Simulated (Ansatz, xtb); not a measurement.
## CH10SeSi3: which of two isomers lies lower

Structure a is `[SiH3][Se]C([SiH3])[SiH3]`, a singlet and structure b is `[SiH3]C[SiH2][Se][SiH3]`, a singlet. Both are isolated molecules in the gas phase, relaxed with PBE-D3(BJ)/def2-SVP; each stands in its lowest conformer found.

Quicker runs give these differences E(b) − E(a): GFN2-xTB −1.055 eV; HF/STO-3G −1.315 eV (at GFN2-xTB geometries); r2SCAN-D4/def2-SVP −1.231 eV (at GFN2-xTB geometries).

**Question.** Estimate E(b) − E(a) at the level CCSD(T)/def2-SVP + ΔMP2/def2-TZVPP.

**Answer.** Calculated at CCSD(T)/def2-SVP + ΔMP2/def2-TZVPP: E(b) − E(a) = −1.177 eV, so structure b lies lower.

The same difference at several levels:

```tsv
level	geometry	E(b) − E(a) (eV)	departure from the last row (eV)	job, with rough time for the two
GFN2-xTB	GFN2-xTB	−1.055	+0.121	optimisation, 0.35 s
HF/STO-3G	GFN2-xTB	−1.315	−0.138	single point, 1.3 s
r2SCAN-D4/def2-SVP	GFN2-xTB	−1.231	−0.054	single point, 7.2 s
PBE-D3(BJ)/def2-SVP	PBE-D3(BJ)/def2-SVP	−1.194	−0.017	optimisation, 78 s
HF/def2-SVP	PBE-D3(BJ)/def2-SVP	−1.274	−0.098	part of the CCSD(T) run
MP2/def2-SVP	PBE-D3(BJ)/def2-SVP	−1.200	−0.024	part of the CCSD(T) run
CCSD(T)/def2-SVP	PBE-D3(BJ)/def2-SVP	−1.163	+0.013	single point
CCSD(T)/def2-SVP + ΔMP2/def2-TZVPP	PBE-D3(BJ)/def2-SVP	−1.177		single point, 1.9 min
```

As drawn, b has 1 Se–Si, 1 C–H in place of 1 C–Se, 1 Si–H.

None of the levels shown reverses the order. The largest departure from CCSD(T)/def2-SVP + ΔMP2/def2-TZVPP is that of HF/STO-3G, 0.138 eV. The last row adds to CCSD(T) the change of the MP2 difference between the two basis sets, here −0.013 eV.

With thermal terms from frequencies at re-optimised GFN2-xTB minima (ideal gas, soft modes damped towards free rotors, one conformer each, 298.15 K, 1 atm): on the last row, ΔE + ΔZPE = −1.079, ΔH = −1.084, ΔG = −1.082 eV.

The correlated steps freeze 25 core orbitals; the filled d shell of Se is correlated, in a basis made for valence electrons. Codes used: Ansatz 0.2.0, xtb 6.7.1; the last row on 2 threads of Intel(R) Xeon(R) Processor @ 2.70GHz on a shared host.

Isomer b is favoured by a wide margin, and the bond exchange accounts for the direction. Moving hydrogen from silicon to carbon replaces a Si–H bond with a stronger C–H bond, in which the compact carbon valence orbitals overlap better with hydrogen 1s. Selenium meanwhile trades carbon, of nearly equal electronegativity, for the more electropositive silicon, gaining a polar Se–Si bond. Relief of crowding at the carbon that bears three heavy substituents in a probably adds little, since its bonds to them are long.

The preference is already present at Hartree–Fock level, so it doesn't originate in electron correlation, which slightly weakens it in the def2-SVP series. Zero-point energy reduces the gap to −1.079 eV, as expected when stiffer C–H stretching and bending modes replace softer Si–H ones. The near equality of ΔH and ΔG shows that entropy has almost no part in the ordering. This is a thermodynamic preference between two isomers; it does not establish that a would rearrange readily to b.
